Examination question: the 3p level of rubidium under a scaled speed of light

The table comes from Dirac Kohn-Sham runs (PW91) in which the speed of light c was multiplied by a factor f. Only Rb at f = 1.00 describes a real atom. A factor of 0.75 strengthens relativity and 100 almost removes it. ε is an orbital eigenvalue, and the gap is ε(3p3/2) − ε(3p1/2). Scales to keep in mind: the 3p shell lies some 220 eV deep at half a bohr, and the small parameter, with α the fine-structure constant, is (Zα)² = 0.27² ≈ 0.07.

Spherical all-electron Dirac Kohn-Sham calculations on Rb and Rb+ with Quantum ESPRESSO 7.5 (ld1.x), using the PW91 functional and a point nucleus, without spin polarisation. The speed of light is multiplied by the factor shown. E(non-rel.) comes from a non-relativistic run with the same configuration, functional and point nucleus.

```
species   Z  charge (e)  electrons      configuration  factor on the speed of light  eigenvalue (3p1/2) (eV)  eigenvalue (3p3/2) (eV)  mean radius (3p1/2) (bohr)  mean radius (3p3/2) (bohr)  ε(3p3/2) − ε(3p1/2) (eV)  E(Dirac) − E(non-rel.) (hartree)
     Rb  37           0         37           [Kr] 5s1                          0.75                  -238.21                  -221.29                     0.50209                     0.52103                    16.920                           -76.429
     Rb  37           0         37           [Kr] 5s1                          1.00                  -231.06                  -221.92                     0.51163                     0.52211                     9.139                           -41.743
     Rb  37           0         37           [Kr] 5s1                          1.25                  -227.93                  -222.19                     0.51597                     0.52262                     5.743                           -26.366
     Rb  37           0         37           [Kr] 5s1                        100.00                  -222.62                  -222.62                     0.52357                     0.52357                     0.001                        -0.0040235
    Rb+  37           1         36  [Ar] 3d10 4s2 4p6                          0.75                  -244.07                  -227.15                     0.50208                     0.52102                    16.921                           -76.424
    Rb+  37           1         36  [Ar] 3d10 4s2 4p6                          1.25                  -233.69                  -227.94                     0.51596                     0.52261                     5.743                           -26.365
    Rb+  37           1         36  [Ar] 3d10 4s2 4p6                        100.00                  -228.33                  -228.33                     0.52356                     0.52356                     0.001                        -0.0040250
```

(a) Which 3p level is deeper, and how does the gap depend on f?
(b) Estimate the gap for a bare nucleus. What does the estimate get right?
(c) Why do the two levels move so unequally?
(d) How can 3p3/2 rise in energy and still shrink?
(e) What does removal of the 5s electron do to the 3p shell?
(f) Which electrons carry E(Dirac) − E(non-rel.)?
(g) Which digits can be trusted?

Model answer

(a) As c → ∞ the two levels merge, and at f = 100 they agree to the printed digits. At finite c the leading term that separates them is spin-orbit coupling (atomic units, c = f/α, V the potential):

H(so) = (1/2c²)(1/r)(dV/dr) l·s

Here l·s = [j(j+1) − l(l+1) − 3/4]/2 is −1 for p1/2 and +1/2 for p3/2. In an attractive potential dV/dr is positive, so 3p1/2 is deeper, as in all five rows with f ≤ 1.25, and the gap should go as 1/f². For Rb, gap × f² is 9.52, 9.14 and 8.97 eV at f = 0.75, 1.00 and 1.25. The law holds to about 6 % while the gap itself changes threefold; the local power of 1/f is 2.14 and 2.08.

(b) With V = −Z/r, the difference of 3/2 in l·s and the hydrogenic ⟨r⁻³⟩ = Z³/[n³ l(l+1/2)(l+1)] = Z³/81 give

gap = (3/2)(Z/2c²)(Z³/81) = Z²(Zα/f)²/108

At f = 1 this is 1369 × 0.0729/108 = 0.924 hartree, or 25.15 eV. The exact one-electron Dirac formula raises it to 26.39 eV. Nothing is fitted. The table value of 9.139 eV is 0.346 of the Dirac estimate, so the size fails by almost a factor of three. The dependence on c succeeds: the ratio stays at 0.346 to 0.347 for f ≤ 1.25, and gap × f² grows by 6.1 % from f = 1.25 to 0.75 against 5.9 % for the bare nucleus.

Theory accounts for both. The operator weights small r, where the electron sees nearly the full charge, so the shape of the orbital there is close to that for the bare nucleus. Screening spreads the orbital out (0.524 bohr against the hydrogenic 25/(2 × 37) = 0.338 bohr) and so lowers its amplitude near the nucleus by a factor set mainly by the non-relativistic screening. The close match of the higher-order growth is partly a cancellation. In a fixed screened potential, stronger relativity draws the orbital into less screened space and makes the gap grow faster than for the bare nucleus, while the self-consistent contraction of the density works the other way. The table shows only the net result.

Remark. Lowering c is not the same as raising Z. A change of f leaves the screening almost alone, whereas in a heavier neighbour the screened fraction of the nuclear charge is smaller, so the 3p gap should climb faster than the Z⁴ of the bare formula.

(c) From f = 100 to 1.00, 3p1/2 falls 8.44 eV and 3p3/2 rises 0.70 eV. Pure l·s coupling would place them at −2/3 and +1/3 of the gap about a fixed centre, weighted 1:2 by occupation: −6.09 and +3.05 eV. The centre itself drops 2.35 eV, and the two effects add: −6.09 − 2.35 = −8.44 and 3.05 − 2.35 = +0.70. This is arithmetic on the table and assigns no cause. It does show that the near-immobility of 3p3/2 is a cancellation, not an absence of relativity.

(d) In the bare-nucleus limit both levels fall, by 1.48 and 0.48 gaps, and the centre by 0.81. In the table the centre falls by only 0.26 of the gap. Two standard effects oppose each other. The direct one, chiefly the mass-velocity term, lowers a level and pulls it in. The indirect one arises because the s and p1/2 shells contract (in the Rb+ run at f = 1.25, 2p1/2 by 1.9 %, 3s by 1.4 % and 4s by 1.2 %, while 3d5/2 and 4p3/2 expand by 0.4 and 0.2 %), which increases the repulsion felt by any orbital that overlaps them or lies inside them. A shell far inside 3p, such as 1s, adds little, since its charge already screens almost fully. An eigenvalue responds to the value of the potential, a radius only to its slope, so the two need not move together: at f = 1.00 the 3p3/2 radius shrinks by 0.28 %, against 2.28 % for 3p1/2.

The clearest sign of the indirect effect is 3d3/2 in the same Rb+ run. Spin-orbit and mass-velocity terms both lower it, yet it rises 0.87 eV. For 3p the numbers cannot separate the parts, because screening also changes the balance of the direct terms; the step from 0.81 to 0.26 is not a measure of the indirect effect alone.

(e) Both levels drop together, by 5.71 eV at f = 100 and 5.86 eV at 0.75, while gap and radii change by at most one unit in the last digit. The 3p shell is therefore unchanged in shape. The limiting case is a charged spherical shell, inside which the potential is constant: one electron at the computed 5s radius of 5.34 bohr gives 1/5.34 = 0.187 hartree, about 5 eV, the right size. The estimate is rough: 1/⟨r⟩ lies below ⟨1/r⟩, and the relaxation of the remaining shells in the ion gives part of the drop back. Relativity contracts 5s to 5.19 bohr at f = 0.75, which raises 1/⟨r⟩ by 3.1 %, and the drop grows by 2.6 ± 0.3 %. Read the other way, this 0.15 eV is an indirect effect seen almost in isolation: an outer shell contracts, the 3p levels of the neutral atom are pushed up relative to those of the ion, and their radii keep pace with the ion's. Rb was run without spin polarisation, so any exchange effect of the unpaired 5s spin on the core is absent.

(f) The shift is about −40 hartree/f², over a hundred times the gap, and belongs to all electrons. Relativity is strongest where electrons move fastest. For Rb+ at f = 1.25, 1s supplies 70 % of the occupation-weighted sum of eigenvalue shifts, 2s and 2p another 28 %, and 3p under 2 %. That sum, −18.87 hartree, is not the total, since it counts the repulsion twice:

E = Σε − E(H) + E(xc) − ∫v(xc)ρ d³r

The contracted density raises the Hartree energy E(H) by 7.78 hartree, giving −26.65 against −26.365 in the table. For local exchange, E(xc) ∝ ∫ρ^(4/3) makes the last two terms equal to −E(xc)/3, a change of +0.34 hartree against the remainder of +0.28; the scaling is only approximate for PW91. The percentages are shares of the eigenvalue sum in this one row, not a partition of the energy.

(g) The gap of 0.001 eV at f = 100 has one digit. A straight line of gap × f² against 1/f² through the Rb rows at f = 1.00 and 1.25 predicts 0.00087 eV, which rounds to it; the Rb+ levels printed with more digits, −228.3267 and −228.3258 eV, differ by 0.0009 eV.

The energy shift at f = 100 is better than might be feared. In the data makers' tests on other systems, GGA totals of this program came out 0.2 to 0.9 mhartree low. The present runs do not measure that error, but an offset of this size in only one of the two totals would be 5 to 22 % of a 4 mhartree shift. Yet shift × f² is −40.235 and −40.250 hartree, against −40.23 from the same kind of line, which uses neither row. Any such offset therefore cancels between the Dirac and the non-relativistic total, and three figures hold to about one unit in the third.

The fourth does not. Rb+ minus Rb is the relativistic gain in ionisation energy: 0.005 hartree at f = 0.75, uncertain by 0.001, or 0.136 eV against 0.129 eV from the computed ionisation energies. At f = 100 it is −4.1 × 10⁻⁵ eV, where 1/c² scaling asks for +6.8 × 10⁻⁶ eV. Wrong sign and six times the size mark it as numerical noise.

Remark. Numerical digits are not physical ones. Breit terms also start at 1/c², so their absence affects the coefficients and not the power, and the total further lacks QED and nuclear size. PW91 eigenvalues are not binding energies: for non-relativistic Rb the computed ionisation energy is 1.86 times minus the 5s eigenvalue. That such errors largely cancel in the gap between two levels of one shell is plausible but untested here. The printed analysis below gives all rows.

Numerical output:

```
rounding half-steps: levels 0.005 eV, gap 0.0005 eV, radii 5e-6 bohr, shift 0.0005 Ha (f=100: 5e-8)
ion f | Z*alpha/f | gap*f^2 eV | shift*f^2 Ha | bare-nucleus gap*f^2 eV | table/bare
Rb    0.75 | 0.3600 | 9.518 +-0.0003 | -42.991 | 27.45 | 0.347
Rb    1.00 | 0.2700 | 9.139 +-0.0005 | -41.743 | 26.39 | 0.346
Rb    1.25 | 0.2160 | 8.973 +-0.0008 | -41.197 | 25.93 | 0.346
Rb  100.00 | 0.0027 | 10.000 +-5.0000 | -40.235 | 25.15 | 0.398
Rb+   0.75 | 0.3600 | 9.518 +-0.0003 | -42.989 | 27.45 | 0.347
Rb+   1.25 | 0.2160 | 8.973 +-0.0008 | -41.195 | 25.93 | 0.346
Rb+ 100.00 | 0.0027 | 10.000 +-5.0000 | -40.250 | 25.15 | 0.398
Rb power of 1/f, 0.75 to 1.0: gap 2.141, bare gap 2.136, shift 2.102
Rb power of 1/f, 1.0 to 1.25: gap 2.082, bare gap 2.079, shift 2.059
growth of value*f^2, 1.25 to 0.75: gap 6.1 %, bare gap 5.9 %, shift 4.4 %
line in 1/f^2 through f=1, 1.25, taken to large c: shift*f^2 -40.23 Ha, gap at f=100 0.00087 eV
change from f=100 row: 3p1/2, 3p3/2, centre (1:2), -2/3 gap, +1/3 gap [eV] | radii [bohr, %]
Rb  0.75: -15.59 +1.33 -4.31 -11.28 +5.64 | -0.02148 (-4.10) -0.00254 (-0.49)
Rb  1.00: -8.44 +0.70 -2.35 -6.09 +3.05 | -0.01194 (-2.28) -0.00146 (-0.28)
Rb  1.25: -5.31 +0.43 -1.48 -3.83 +1.91 | -0.00760 (-1.45) -0.00095 (-0.18)
Rb+ 0.75: -15.74 +1.18 -4.46 -11.28 +5.64 | -0.02148 (-4.10) -0.00254 (-0.49)
Rb+ 1.25: -5.36 +0.39 -1.53 -3.83 +1.91 | -0.00760 (-1.45) -0.00095 (-0.18)
f=1 shifts/gap (3p1/2, 3p3/2, centre): table -0.92 +0.08 -0.26; bare -1.48 -0.48 -0.81
Rb+ minus Rb: 3p1/2, 3p3/2, gap [eV]; radii [bohr]; shift [Ha, eV]; IE(f)-IE(non-rel.) [eV]
f=0.75: -5.86 -5.86 +0.001; -0.00001 -0.00001; +5.0e-03 +1.36e-01; +1.29e-01
f=1.25: -5.76 -5.75 +0.000; -0.00001 -0.00001; +1.0e-03 +2.72e-02; +4.33e-02
f=100.0: -5.71 -5.71 +0.000; -0.00001 -0.00001; -1.5e-06 -4.08e-05; -4.10e-05
f=0.75 against 100: 3p drop on ionisation +2.6 % (+-0.3), 1/<r>5s +3.1 %
f=1.25 against 100: 3p drop on ionisation +0.8 % (+-0.3), 1/<r>5s +1.0 %
IE change at f=100 by 1/c^2 from 1.25: +6.8e-06 eV; non-rel. IE / (-5s eigenvalue) 1.86
Rb+ f=1.25 minus non-rel.: level shifts eV (low j first) | times occupation eV | share of sum
1s: -180.11 | -360.22 | +70.2 %
2s: -40.83 | -81.65 | +15.9 %
2p: -35.86 +2.46 | -61.87 | +12.1 %
3s: -6.85 | -13.71 | +2.7 %
3p: -5.36 +0.38 | -9.19 | +1.8 %
3d: +0.87 +1.87 | +14.72 | -2.9 %
4s: -0.72 | -1.44 | +0.3 %
4p: -0.38 +0.18 | -0.02 | +0.0 %
sum -18.87 Ha; Hartree change +7.78; sum minus Hartree -26.65; table -26.365
remainder +0.28 Ha; xc change -1.02; minus a third of it +0.34
Rb+ radii, f=100 to 1.25: 1s -1.53 %, 2p1/2 -1.89 %
```
